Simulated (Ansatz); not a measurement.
## TeRu: the change of energy above given cell and pressure with volume ratio

All results are calculated (Ansatz 0.2.0). Plane-wave density functional theory, PAW datasets, Gaussian smearing 0.05 eV: equation of state, the given cell scaled in volume with shape and atoms relaxed at each volume.

The cell before it is scaled or strained (space group F-43m, No. 216):
```
cell vectors (Å)
   0.0000     2.9071     2.9071
   2.9071     0.0000     2.9071
   2.9071     2.9071     0.0000
atoms (fractions of the cell vectors)
Ru  0.00000  0.00000  0.00000
Te  0.25000  0.25000  0.25000
```

Settings of every row: paw set soft_2; functional PBEsol; spin treatment none; moment partition spheres; spin axis none; wave cutoff 420 eV; k mesh 8x8x8; symmetry use detected.

Atom hubbard u: 0 on all atoms.

Limits: no spin-orbit coupling, which can matter with elements this heavy; the cell comes from a prototype or a list of computed structures and needn't be the stable phase.

| row | volume ratio | V (Å³/atom) | energy above given cell (meV per atom) | pressure (GPa) |
| --- | --- | --- | --- | --- |
| 1 | 0.96 | 23.586 | 14.38 | 4.917 |
| 2 | 0.98 | 24.077 | ? | ? |
| 3 | 1 | 24.568 | 0 | -0.026 |
| 4 | 1.02 | 25.06 | 3.32 | -2.094 |
| 5 | 1.04 | 25.551 | 12.61 | -3.931 |

Question: what energy above given cell and pressure should row 2 give?

Worked fit of energy above given cell. Take u = (V_r/V)^(2/3) − 1 with V_r = 24.814 Å³ an atom, which is twice the finite (Eulerian) strain; such expansions in the strain, on which the Birch-Murnaghan equation of state is built, carry the rest volume and the bulk modulus. The shown rows have u = 0.03442, 0.00666, -0.00656, -0.01932. Least squares give energy above given cell = 0.853 − 248.91 × u + 18645.9 × u² meV per atom; a straight line predicts inner rows, each left out in turn, worse (root mean square 8.2 against 0.064 meV per atom). The rows lie off it by 0.00, -0.02, 0.03, -0.01. Its lowest point lies at u = 0.0067, or V = 24.57 Å³ an atom, and the curvature there gives the bulk modulus with shape and atoms relaxed, B = (4/9)(1 + u)² E″(u)/V = 110 GPa. The withheld row has u = 0.0203, so the fit gives 0.853 − 248.91 × (0.0203) + 18645.9 × (0.0203)² = 3.48 meV per atom.

The calculation gave 3.4 meV per atom. The fit lies 0.08 meV per atom (2.4 % of the value, 0.56 % of the column's range) above it; its largest miss of a shown row is 0.03 meV per atom.

Worked fit of pressure. Take u = (V_r/V)^(2/3) − 1 with V_r = 24.814 Å³ an atom, which is twice the finite (Eulerian) strain; such expansions in the strain, on which the Birch-Murnaghan equation of state is built, carry the rest volume and the bulk modulus. The shown rows have u = 0.03442, 0.00666, -0.00656, -0.01932. Least squares give pressure = −1.0908 + 156.856 × u + 513.51 × u² GPa; a straight line predicts inner rows, each left out in turn, worse (root mean square 0.23 against 0.0075 GPa). The rows lie off it by 0.000, -0.003, 0.004, -0.001. The pressure vanishes at u = 0.0068, or V = 24.56 Å³ an atom, and there the bulk modulus with shape and atoms relaxed is B = −V dP/dV = (2/3)(1 + u) dP/du = 110 GPa. The withheld row has u = 0.0203, so the fit gives −1.0908 + 156.856 × (0.0203) + 513.51 × (0.0203)² = 2.305 GPa.

The calculation gave 2.3 GPa. The fit lies 0.005 GPa (0.057 % of the column's range) above it; its largest miss of a shown row is 0.004 GPa.
